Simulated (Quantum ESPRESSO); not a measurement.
# Phonon branches of rocksalt MgS along [100] and [111] against a chain of atomic planes, LDA linear response

The calculation gives the harmonic phonon branches of rocksalt MgS along [100] and [111], in cm⁻¹, at the relaxed static lattice in LDA. I compare them with a chain of atomic planes in which only neighbouring planes are joined by springs. The question is how closely the branches follow such a chain and which of them leaves it. This matters for heat transport in insulating layers: the slope of an acoustic branch sets how fast its phonons carry energy, and the spacing between branches helps to decide which scattering processes are allowed. For two like planes the acoustic frequency is proportional to sin(πξ/4), the tabulated chain scale, and for one plane per cell to sin(πξ/2).

## How the numbers were made

One crystal, MgS (rocksalt) (known phase). The structures stem from measured cells of the Crystallography Open Database, directly or through a relaxation at another level; cell and atoms were relaxed at zero pressure at each row's own level, inside the symmetry of the start, with no thermal or zero-point expansion. Program: Quantum ESPRESSO 7.5, plane waves, LDA, PseudoDojo norm-conserving potentials, scalar-relativistic without spin-orbit coupling, no spin polarisation. Wave-function cutoff 1252 to 1497 eV (chosen for the hardest element of each cell); on the k meshes (Γ-centred) the least product of divisions and cell-vector length runs from 29 to 30 Å, relaxations included. Residual pressures at rest stay under 0.01 GPa. Occupations: fixed. Harmonic modes at natural masses come from linear response (density functional perturbation theory), with the acoustic sum rule imposed. Branches were Fourier-interpolated from a 4×4×4 q mesh solved by linear response, with the dipole term. The rows are a selection of points from finer curves (every second point of the path, the zone boundary included).

Notes on method and selection:

- Along these directions whole planes move as one, so the crystal acts as a chain: with one plane a cell and one force constant ω is proportional to sin(πξ/2); with two like planes the acoustic branch goes as sin(πξ/4) and the optical as cos(πξ/4).
- In rock salt the (100) planes hold both species, so the two-plane chain fits [111] better.
- Branches are told apart by degeneracy and rank. Interpolation is least sure near Γ.
- Harmonic values at the static lattice; measured values carry thermal expansion and anharmonic shifts at their temperature.
- Runs that did not converge, have known faults or may not be shown are not listed, and runs on Ansatz's PAW sets soft_1 and soft_2 are kept to separate tables.

Columns:

- chain scale: chain scale sin(πξ/4).
- ξ: wavevector ξ as a fraction of the way from Γ to the zone boundary.
- origin: solved on the q mesh or Fourier-interpolated.
- LA (cm⁻¹): longitudinal acoustic branch.
- TA (cm⁻¹): transverse acoustic branch, twofold.
- LO (cm⁻¹): longitudinal optical branch.
- TO (cm⁻¹): transverse optical branch, twofold.

## Data

| member | direction | chain scale | ξ | origin | LA (cm⁻¹) | TA (cm⁻¹) | LO (cm⁻¹) | TO (cm⁻¹) |
| --- | --- | --- | --- | --- | --- | --- | --- | --- |
| ξ = 0.167 | Γ to L, along [111] | 0.131 | 0.167 | interpolated | 71.6 | 44.0 | 402.2 | 250.0 |
| ξ = 0.333 | Γ to L, along [111] | 0.259 | 0.333 | interpolated | 138.4 | 84.1 | 399.4 | 246.1 |
| ξ = 0.500 | Γ to L, along [111] | 0.383 | 0.500 | solved | ? | ? | ? | ? |
| ξ = 0.667 | Γ to L, along [111] | 0.500 | 0.667 | interpolated | 246.1 | 147.2 | 386.3 | 231.5 |
| ξ = 0.833 | Γ to L, along [111] | 0.609 | 0.833 | interpolated | 283.2 | 171.5 | 374.9 | 219.6 |
| ξ = 1.000 | Γ to L, along [111] | 0.707 | 1.000 | solved | 299.4 | 185.3 | 367.5 | 210.0 |
| ξ = 0.167 | Γ to X, along [100] | 0.131 | 0.167 | interpolated | 84.8 | 47.5 | 393.7 | 255.3 |
| ξ = 0.333 | Γ to X, along [100] | 0.259 | 0.333 | interpolated | 160.7 | 85.3 | 364.0 | 261.4 |
| ξ = 0.500 | Γ to X, along [100] | 0.383 | 0.500 | solved | ? | ? | ? | ? |
| ξ = 0.667 | Γ to X, along [100] | 0.500 | 0.667 | interpolated | 246.2 | 118.5 | 281.4 | 269.7 |
| ξ = 0.833 | Γ to X, along [100] | 0.609 | 0.833 | interpolated | 204.1 | 123.3 | 304.5 | 275.4 |
| ξ = 1.000 | Γ to X, along [100] | 0.707 | 1.000 | solved | 185.0 | 124.9 | 314.2 | 278.3 |

Cells marked ? are withheld until the estimate has been made.

## The trend and its physics

Along [111] both acoustic branches rise through all the rows shown, but more slowly than the chain scale. For LA the ratio of frequency to scale falls from 71.6 / 0.131 = 547 cm⁻¹ to 299.4 / 0.707 = 423 cm⁻¹, and for TA from 44.0 / 0.131 = 336 cm⁻¹ to 185.3 / 0.707 = 262 cm⁻¹. The two-plane chain therefore gives the shape only to within roughly a fifth. Unequal masses, roughly 24 for Mg and 32 for S, lower the zone-boundary ratio by only about 6 % in a nearest-plane chain, by the factor √((24 + 32) / (2 × 32)) = 0.935 relative to the long-wave limit of that model. Forces reaching beyond the nearest plane, the electrostatic ones among them, are the likely source of the rest.

Along [100] the TA branch also rises throughout and flattens towards X. The LA branch is the one that departs in kind. It stands at 246.2 cm⁻¹ at ξ = 0.667 and drops to 185.0 cm⁻¹ at X, a fall of 246.2 − 185.0 = 61.2 cm⁻¹, whereas sin(πξ/2) keeps rising to the boundary. LO does the reverse, going from 281.4 up to 314.2 cm⁻¹ over the same stretch.

The geometry of the bonds accounts for this. Each (100) plane holds both species, and the Mg–S bonds that point along [100] join Mg in one plane to S in the next. With these bonds alone, the coupling between the Mg and S motions goes as cos(πξ) and changes sign halfway to X. At X, Mg can then move together with the S of the neighbouring plane without stretching the bond between them, so the lower longitudinal mode softens. Its frequency stays well above zero because other forces still resist the motion. The two longitudinal branches have the same symmetry and repel each other where they come close; at ξ = 0.667 they are 281.4 − 246.2 = 35.2 cm⁻¹ apart, against 314.2 − 185.0 = 129.2 cm⁻¹ at X.

## Predicting the missing value

Plain estimates from the members shown:

- ξ = 0.500 (Γ to X, along [100]), straight-line interpolation between ξ = 0.333 and ξ = 0.667: w = (0.383 − 0.259) / (0.500 − 0.259) = 0.515, so 160.7 + 0.515 × (246.2 − 160.7) = 204.7 cm⁻¹

The straight-line value of 204.7 cm⁻¹ should be too low, because LA bends over between its two neighbours. I prefer to work with the sum S = LA² + LO² and the product P = LA² × LO². Both are smooth, even and periodic in ξ along [100], even where the branches repel, so a short cosine series describes them.

Adding the rows at ξ and 1 − ξ removes the odd cosines. For S, two such pairs fix the constant and the cos(2πξ) term; for P, the values at Γ and X fix a cos(4πξ) term as well. The inputs for S are 160.7² + 364.0² = 158320, 246.2² + 281.4² = 139800, 84.8² + 393.7² = 162191 and 204.1² + 304.5² = 134377. Since cos(2πξ) is −1/2 for the inner rows, +1/2 for the outer rows and −1 at the midpoint, the inner pair enters with weight 3/4 and the outer pair with −1/4: S = 0.75 × (158320 + 139800) − 0.25 × (162191 + 134377) = 149448 cm⁻².

For P, which vanishes at Γ, solving for the three terms gives ½P(1) − [P(1/6) + P(5/6)] + [P(1/3) + P(2/3)] at the midpoint. The three parts, in cm⁻⁴, are 0.5 × 185.0² × 314.2² = 1.68937 × 10⁹, 84.8² × 393.7² + 204.1² × 304.5² = 4.97704 × 10⁹ and 160.7² × 364.0² + 246.2² × 281.4² = 8.22145 × 10⁹. Together they make P = 1.68937 × 10⁹ − 4.97704 × 10⁹ + 8.22145 × 10⁹ = 4.93378 × 10⁹ cm⁻⁴.

The lower root is LA² = (149448 − √(149448² − 4 × 4.9338 × 10⁹)) / 2 = 49231 cm⁻², so LA ≈ 221.9 cm⁻¹.

As a trial at X, I leave out the cos(4πξ) term and use only the four inner points and P = 0 at Γ. The same cosines then give P = 1.5 × 4.97704 × 10⁹ − 0.5 × 8.22145 × 10⁹ = 3.355 × 10⁹ cm⁻⁴, against 185.0² × 314.2² = 3.379 × 10⁹ cm⁻⁴ from the table. With the tabulated LO this means LA = √(3.355 × 10⁹) / 314.2 = 184.3 cm⁻¹ instead of 185.0 cm⁻¹. The same miss in P at the midpoint would move LA by about 1.1 cm⁻¹, and I take the error bar from that.

**Committed estimate, ξ = 0.500 (Γ to X, along [100]): LA = 221.9 ± 1.2 cm⁻¹.**

## Check

| member | direction | chain scale | ξ | origin | LA (cm⁻¹) | TA (cm⁻¹) | LO (cm⁻¹) | TO (cm⁻¹) |
| --- | --- | --- | --- | --- | --- | --- | --- | --- |
| ξ = 0.500 | Γ to L, along [111] | 0.383 | 0.500 | solved | 197.1 | 118.3 | 394.5 | 240.1 |
| ξ = 0.500 | Γ to X, along [100] | 0.383 | 0.500 | solved | 222.3 | 108.3 | 316.1 | 265.1 |

| member | estimate | LA (cm⁻¹) | computed | estimate − computed | miss in error bars |
| --- | --- | --- | --- | --- | --- |
| ξ = 0.500 (Γ to X, along [100]) | committed | 221.9 | 222.3 | −0.4 | 0.3 |
| ξ = 0.500 (Γ to X, along [100]) | interpolation | 204.7 | 222.3 | −17.6 |  |

My estimate of 221.9 cm⁻¹ lies 0.4 cm⁻¹ below the computed 222.3 cm⁻¹, well inside its error bar of 1.2 cm⁻¹. The straight line between the neighbouring rows is 17.6 cm⁻¹ too low, because LA bends over there.

Treating the two longitudinal branches as a coupled pair worked, but the test is milder than it looks. The point at ξ = 0.500 was solved directly, while the rows on either side were interpolated from a mesh that contains it. My series therefore partly recovered a value that had gone into its own input, and the close agreement speaks for the smoothness of the interpolation more than for any force model.

The new row does refine the mechanism. With the bonds along [100] alone, the coupling between Mg and S motions would vanish at ξ = 0.500. The longitudinal branches are still 316.1 − 222.3 = 93.8 cm⁻¹ apart there, and among the rows they are closest at ξ = 0.667. Forces beyond those bonds must matter for where the branches approach.

## Outliers

The LA rows at ξ = 0.833 and 1.000 along [100] stand out, since they fall where a chain would rise. The likeliest reason is an exchange of character with LO. The branches are labelled by rank, so the lower one keeps the name LA even if its motion has become one of Mg against S within each plane.

The frequencies support this reading. I divide LA up to ξ = 0.500, and LO from ξ = 0.667 onwards, by sin(πξ/2). The six results lie between about 310 and 330 cm⁻¹, as expected if whole planes move rigidly with nearly one force constant. The mode patterns, which would settle the matter, are not shown in the table. The same holds for my explanation of the fall of LA by the geometry of the bonds: I put it too firmly, since it assumes how Mg and S move at X.

TA along [100] departs more quietly. Its ratio to sin(πξ/2) falls from 47.5 / 0.259 = 183 cm⁻¹ to 124.9 cm⁻¹ at X, so one nearest-plane constant does not describe it. Shear forces between more distant planes are a possible cause.

Along [111] LO fits the two-plane chain about as poorly as LA does. LO drops by 9 % from the first row to the last, where cos(πξ/4) drops by 29 %. The mismatch is about as large, in proportion, as that of LA, whose ratio to the chain scale falls from 547 to 423 cm⁻¹. The long-range electric field of longitudinal optical motion is absent from such a chain and may hold LO up.

## Conclusions

Along [100], the longitudinal frequencies follow ω ≈ 320 cm⁻¹ × sin(πξ/2) if one takes LA up to ξ = 0.500 and LO from ξ = 0.667 onwards. That these frequencies belong to whole planes moving rigidly is inferred from their values alone; the table has no mode patterns to confirm it. The constant is fitted to the same six rows. The typical miss is 4 cm⁻¹ and the largest 6 cm⁻¹, against a mean deviation of 72 cm⁻¹ of these frequencies from their average. The transverse acoustic branch along [100] does not follow this sine. Along [111] both acoustic branches do so to about a tenth, with constants of their own: LA divided by sin(πξ/2) goes from 71.6 / 0.259 = 276 cm⁻¹ in the first row to 299.4 cm⁻¹ at L. That is closer than the two-plane scale comes, although the planes there alternate between Mg and S.

For comparison with neutron scattering, the LA phonon halfway to X has an energy of 222.3 / 8.066 = 27.6 meV, at 8.066 cm⁻¹ per meV.

No omitted effect is likely to rival the spread of the table. LDA usually makes the lattice somewhat too small and the frequencies too high, and thermal expansion usually lowers the measured ones further. Each may amount to a few per cent, which is as large as the misses of the rule.
